# The excluded-volume criterion for continuum percolation

**Student.** The lecture said that overlapping objects percolate when $n_c\langle V_{\rm ex}\rangle=B_c$. Any threshold can be written that way if I define $B_c$ by the left side. Where is the content?

**Lecturer.** It lies in four places: what $B$ counts, what $B_c$ can depend on, a lower bound on $B_c$, and a limit in which the bound is reached. The premises are these.

1. Identical rigid objects of volume $v$ have centres placed independently and uniformly with number density $n$. They interpenetrate freely.
2. Each orientation is drawn independently. I take the distribution isotropic unless I say otherwise.
3. Two objects are bonded if and only if they overlap.
4. The system is infinite.

Adding objects never breaks a bond, so connectivity grows monotonically with $n$, and $n_c$ is the density above which an infinite cluster exists. In two dimensions read area for volume.

## What $B$ counts

**Lecturer.** Fix object 1 at the origin and fix the orientation of object 2. The excluded volume $V_{\rm ex}$ is the volume of the set of positions of centre 2 at which the two overlap, and $\langle V_{\rm ex}\rangle$ is its average over the orientation of 2. By isotropy the average does not depend on how object 1 points. Put $N$ further objects in a box of volume $\Omega$. Each overlaps object 1 independently with probability $\langle V_{\rm ex}\rangle/\Omega$, so the number of neighbours is binomial. For $\Omega\to\infty$ at $N/\Omega=n$ it becomes Poisson with mean

$$B=n\langle V_{\rm ex}\rangle .$$

The probability of no neighbour, for instance, is $(1-\langle V_{\rm ex}\rangle/\Omega)^{N}\to e^{-B}$. So $B$ is the mean number of bonds per object.

**Student.** And the covered fraction?

**Lecturer.** Shrink object 1 to a point. An object covers the point when its centre lies in a region that is the object inverted through its centre, of volume $v$ for every orientation. The point stays uncovered with probability $(1-v/\Omega)^N\to e^{-nv}$, hence

$$\phi=1-e^{-\eta},\qquad \eta=nv,\qquad \eta_c=B_c\,\frac{v}{\langle V_{\rm ex}\rangle}.$$

Here $\eta$ counts multiply covered regions repeatedly, and $\phi$ counts them once.

**Student.** What can $B_c$ depend on?

**Lecturer.** Apply an invertible linear map to the whole configuration. Overlaps stay overlaps and independent uniform centres stay so. Volumes are multiplied by the modulus of the determinant and $n$ is divided by it. The bond graph and $B$ are both unchanged. A uniform dilation shows that $B_c$ is independent of size. A stretch shows that parallel ellipsoids share $B_c$ with spheres. What remains is a dependence on dimension, shape and orientation distribution.

## Excluded volumes

**Lecturer.** Spheres of diameter $D$ overlap when their centres are closer than $D$, so $V_{\rm ex}=4\pi D^3/3=8v$ with $v=\pi D^3/6$. Simulation gives approximately $B_c=2.74$, which I take as an input. Then $\eta_c=2.74/8=0.34$ and $\phi_c=1-e^{-2.74/8}=0.29$.

Now rods. A spherocylinder is the set of points within $D/2$ of a segment of length $L$, so $v=\pi D^2L/4+\pi D^3/6$. Two of them overlap when their axis segments come within $D$. With unit axis vectors $\mathbf u_1,\mathbf u_2$ at angle $\gamma$, the segments touch when the centre displacement is $s\mathbf u_1-t\mathbf u_2$ with $|s|,|t|\le L/2$. This is a rhombus of area $L^2|\sin\gamma|$ and perimeter $4L$. The excluded region is every point within $D$ of it. At height $z$ above its plane the section is the rhombus widened by $\rho=\sqrt{D^2-z^2}$. It consists of the rhombus, four strips of total area $4L\rho$, and four corner sectors whose angles sum to $2\pi$. Therefore

$$V_{\rm ex}(\gamma)=\int_{-D}^{D}\!\left(L^2|\sin\gamma|+4L\rho+\pi\rho^2\right)dz=2L^2D|\sin\gamma|+2\pi LD^2+\frac{4\pi}{3}D^3 .$$

Isotropy in three dimensions weights $\gamma$ by $\tfrac12\sin\gamma$ on $[0,\pi]$, so $\langle|\sin\gamma|\rangle=\tfrac12\int_0^\pi\sin^2\gamma\,d\gamma=\pi/4$. The last two terms equal $8v$, which gives

$$\langle V_{\rm ex}\rangle=\frac{\pi}{2}L^2D+8v .$$

For $L\gg D$ the first term dominates.

**Student.** In a plane I suppose only the section at $z=0$ survives.

**Lecturer.** Yes. For rounded sticks of width $D$ put $\rho=D$. The angle is now uniform on $[0,\pi)$, with $\langle|\sin\gamma|\rangle=\frac1\pi\int_0^\pi\sin\gamma\,d\gamma=2/\pi$, so

$$\langle A_{\rm ex}\rangle=\frac{2}{\pi}L^2+4LD+\pi D^2 .$$

This stays finite as $D\to0$, unlike the three-dimensional result. Simulations of zero-width sticks give approximately $n_cL^2=5.64$, again an input, and $B_c=(2/\pi)\times5.64=3.59$.

## The bound $B_c\ge1$

**Student.** So far the values of $B_c$ are borrowed. Derive something.

**Lecturer.** Tag object 0 and call a chain of length $k$ a sequence of $k$ distinct other objects in which each overlaps the one before. Let $f_{ij}=1$ for overlap and 0 otherwise. There are $N(N-1)\cdots(N-k+1)$ ordered choices, each with positions distributed as $d\mathbf r_1\cdots d\mathbf r_k/\Omega^k$, so the expected number of chains tends to

$$n^k\left\langle\int f_{01}f_{12}\cdots f_{k-1,k}\,d\mathbf r_1\cdots d\mathbf r_k\right\rangle .$$

Object $k$ appears in the last factor only. Integrating over its position and orientation gives $\langle V_{\rm ex}\rangle$ whatever the state of object $k-1$. Repeating this backwards gives exactly $B^k$. Every member of the cluster of object 0 ends at least one chain, so the mean size $S$ of that cluster obeys

$$S\le\sum_{k=0}^{\infty}B^k=\frac{1}{1-B}\qquad(B<1).$$

A finite mean forbids a nonzero probability of an infinite cluster. Hence $B_c\ge1$.

**Student.** I learned $p_c=1/(z-1)$ for a Bethe lattice of coordination $z$, because one bond leads back. Why is nothing subtracted here?

**Lecturer.** Because the neighbours are independent. Knowing that object 1 touches object 0 removes one object out of $N$, and the number of its other neighbours is still Poisson with mean $B$. On the lattice the total is fixed at $z$, so the incoming bond uses one up.

**Student.** The bound loses when several chains end on the same object.

**Lecturer.** Exactly, and that needs loops. Let $C$ be the probability that two neighbours of one object overlap each other. Of the $B^2$ chains of length two, a fraction $C$ end on a direct neighbour of object 0, already counted. An object reached through two different intermediates involves three further objects and enters at order $B^3$. Thus $S=1+B+(1-C)B^2+O(B^3)$, or

$$\frac1S=1-B+CB^2+O(B^3).$$

The triangle term raises $1/S$, so it delays the divergence of $S$ to larger $B$. For spheres, a third centre must lie in the lens common to two balls of radius $D$ whose centres are $r=xD$ apart. The lens is a fraction $(16-12x+x^3)/16$ of one ball, which is twice a spherical cap of height $D-r/2$. Weighting with $3x^2$,

$$C=\int_0^1 3x^2\,\frac{16-12x+x^3}{16}\,dx=\frac{15}{32}=0.469 .$$

The truncated polynomial has a real zero only for $C\le1/4$, so it cannot locate the sphere threshold. That is why 2.74 comes from simulation.

## Slender rods in three dimensions

**Student.** Then why should rods reach the bound?

**Lecturer.** Let rods 2 and 3 touch rod 1 at points a distance $a$ apart, with $D\ll a$. The shortest distance between their axes is $a|\cos\chi|$, where $\chi$ is the angle between rod 1 and the common normal of 2 and 3. For random directions $\cos\chi$ has a finite density near zero, so the distance falls below $D$ with probability of order $D/a$. Two uniform points on a segment have separation density $2(L-a)/L^2$, and

$$\int_D^L\frac{2(L-a)}{L^2}\,\frac{D}{a}\,da=\frac{2D}{L}\left[\ln\frac LD-1+\frac DL\right].$$

Separations below $D$ add a term of order $D/L$. So $C$ scales as $(D/L)\ln(L/D)$, with a coefficient that this estimate leaves open, and it vanishes as $D/L\to0$. Longer loops vanish too. The end of a chain of fixed length is spread over a volume of order $L^3$, and it must hit a target of order $L^2D$.

Now fix any $B>1$ and any number of generations $k$. For small enough $D/L$ the cluster grown for $k$ generations is a tree with Poisson branching of mean $B$, and such a tree survives with nonzero probability. Choose $k$ so large that a surviving tree sends many descendants into each neighbouring block of space. These seed fresh trees there with probability near one, and the blocks percolate. I give this last step as an argument and have not supplied the estimates of a proof. Together with the bound it yields $B_c\to1$.

With $B_c=1$ and $x=D/L$,

$$\eta_c=\frac{v}{\langle V_{\rm ex}\rangle}=\frac{x\,(1/4+x/6)}{1/2+2x+4x^2/3}=\frac x2\left(1-\frac{10}{3}x+\dots\right),$$

and $\phi_c=\eta_c-\eta_c^2/2+\dots=\frac x2(1-\frac{43}{12}x+\dots)$. The limit is

$$\phi_c\to\frac{D}{2L}.$$

**Student.** At $L/D=100$ that first correction is 3.6 per cent. Good enough?

**Lecturer.** No, because it is only the geometric part. The loop parameter $(D/L)\ln(L/D)$ is 0.046 there, of the same size, opposite in effect, and loops of many lengths add up. Simulated $B_c$ at such aspect ratios typically lies a few tens of per cent above 1. Quote $D/2L$ to one figure.

## Why sticks in a plane stay far from the bound

**Student.** Zero-width sticks are infinitely slender, yet $B_c=3.59$. That looks like a contradiction.

**Lecturer.** Two random lines in space miss each other, while two in a plane meet. Compute $C$, with $L=1$. A stick crossing stick 1 is labelled by the crossing point $y$ along stick 1, the angle $\beta$ in $[0,\pi)$, and its slide $s$ along its own line. The area element for its centre is $\sin\beta\,dy\,ds$ and the angular weight is $d\beta/\pi$. Two such sticks cross stick 1 a distance $a$ apart, with weight $2(1-a)\,da$. The three lines form a triangle with angles $\beta,\gamma$ on side $a$ and $\alpha=\pi-\beta-\gamma$ opposite, on either side of stick 1, which gives a factor 2. The other sides are $b=a\sin\beta/\sin\alpha$ and $c=a\sin\gamma/\sin\alpha$. A stick covers both ends of a side of length $b$ over a slide range $(1-b)_+$, meaning $1-b$ if positive and 0 otherwise. Dividing by $(2/\pi)^2$ cancels the prefactor $4/\pi^2$:

$$C=\iint_{\beta+\gamma<\pi}\!d\beta\,d\gamma\,\sin\beta\sin\gamma\int_0^1\!da\,(1-a)(1-b)_+(1-c)_+ .$$

Writing $a=\varrho\sin\alpha$, with $\varrho$ the diameter of the circumscribed circle, makes the integrand symmetric in the three angles. We may then keep only $\alpha\ge\beta\ge\gamma$ and multiply by 6. There $a$ is the longest side. With $u=\sin\beta/\sin\alpha$ and $w=\sin\gamma/\sin\alpha$, both at most 1, the inner integral is $\frac12-\frac{u+w}{6}+\frac{uw}{12}$, and

$$C=6\int_0^{\pi/3}\!d\gamma\int_\gamma^{(\pi-\gamma)/2}\!d\beta\,\sin\beta\sin\gamma\left[\frac12-\frac{u+w}{6}+\frac{uw}{12}\right]=0.386 .$$

No small parameter exists, and this too exceeds $1/4$.

**Student.** Sticks have the smaller $C$ and the larger $B_c$, compared with spheres. So $C$ does not order them.

**Lecturer.** It does not, across dimensions. A chain of $k$ steps spreads like a random walk over a region growing as $k^{d/2}$, so long loops close more often for $d=2$ than for $d=3$. $C$ tells you whether the tree picture can hold. It does not give $B_c$.

## Range of validity

**Lecturer.** Under the four premises, $B=n\langle V_{\rm ex}\rangle$, $\phi=1-e^{-nv}$ and $B_c\ge1$ are exact. The value $B_c=1$ is a limit for slender rods in three dimensions, and elsewhere $B_c$ is an input for each shape. The premises fail in known ways.

- **Spread of sizes or anisotropy.** The backward integration then depends on the state of the previous object, and chain numbers grow with the largest eigenvalue of the bond kernel. For slender rods with length distribution $p(L)$ the kernel is $n(\pi/2)D\,LL'p(L')$. It has rank one, eigenvector $L$ and eigenvalue $n(\pi/2)D\langle L^2\rangle$, whereas the mean bond number involves $\langle L\rangle^2$. Setting the eigenvalue to 1 gives $\phi_c\to D\langle L\rangle/2\langle L^2\rangle$, so long rods lower the threshold, and the mean bond number there lies below 1.
- **Hard cores, attraction or bundling** correlate the positions and spoil the Poisson counts.
- **Bonds that differ from overlaps.** Insulating contacts remove bonds and raise $n_c$. Tunnelling across gaps enlarges the effective $D$.
- **Finite samples.** The correlation length is of order $L|\delta n/n_c|^{-\nu}$, with $\nu=4/3$ in two dimensions. Equating it to the sample size $\Lambda$ gives a rounding $\delta n/n_c\sim(L/\Lambda)^{3/4}$.

## Silver nanowires on glass

**Student.** Real wires cannot interpenetrate. How are they overlapping sticks?

**Lecturer.** In a sparse deposit one wire lies across another, so the projections overlap freely and each crossing is a possible contact. Take straight wires of typical size, $L=10\ \mu$m and $D=60$ nm, so $D/L=0.006$, and an approximate silver density of 10.5 g cm$^{-3}$.

| Quantity at threshold | Expression | Model value |
|---|---|---|
| Number density | $5.64/L^2$ | 0.056 µm$^{-2}$ |
| Crossings per wire | $(2/\pi)n_cL^2$ | 3.59 |
| Wire length per crossing | $L/B_c$ | 2.8 µm |
| Crossings per area | $n_cB_c/2$ | 0.10 µm$^{-2}$ |
| Isolated wires | $e^{-B_c}$ | 0.028 |
| Summed projected area | $\eta_c=n_cLD$ | 0.034 |
| Covered fraction | $1-e^{-\eta_c}$ | 0.033 |
| Equivalent film thickness | $n_c\pi D^2L/4$ | 1.6 nm |
| Areal mass | thickness × density | 17 mg m$^{-2}$ |

The factor $1/2$ appears because two wires share each crossing. The finite width enlarges $\langle A_{\rm ex}\rangle$ by the relative amount $2\pi D/L$, or 3.8 per cent, and shifts $n_c$ at that level, so dimensional values carry two figures. For a 1 cm sample the rounding $(L/\Lambda)^{3/4}$ is 0.006. The tree value $B_c=1$ would give $n_cL^2=\pi/2=1.57$, too low by the factor 3.59. The three-dimensional $D/2L=0.003$ is a volume fraction, and misread as a coverage it is 11 times too small.

**Student.** Does a real film switch on at 17 mg m$^{-2}$?

**Lecturer.** That is the model's geometric threshold for these assumed wires. Onsets for real films of similar wires are typically of this order, tens of mg m$^{-2}$, with poor junctions, curvature and bundling pushing them up and a spread of lengths pushing them down. Working transparent electrodes typically carry several times the threshold mass, since the conductance vanishes at $n_c$.

The same number sets a design window for a thin-film transistor with a carbon-nanotube network as channel. Assume that one tube in three is metallic. A random subset of independent uniform sticks is again independent and uniform, with density $n/3$. The full network should percolate and the metallic subset should not, so $n_c<n<3n_c$. For assumed 1 µm tubes the model's window runs from 5.6 to 17 µm$^{-2}$. In a 10 µm channel $(L/\Lambda)^{3/4}=0.18$, so both edges are blurred at that relative level and some devices below the upper edge will still be shorted by metallic paths.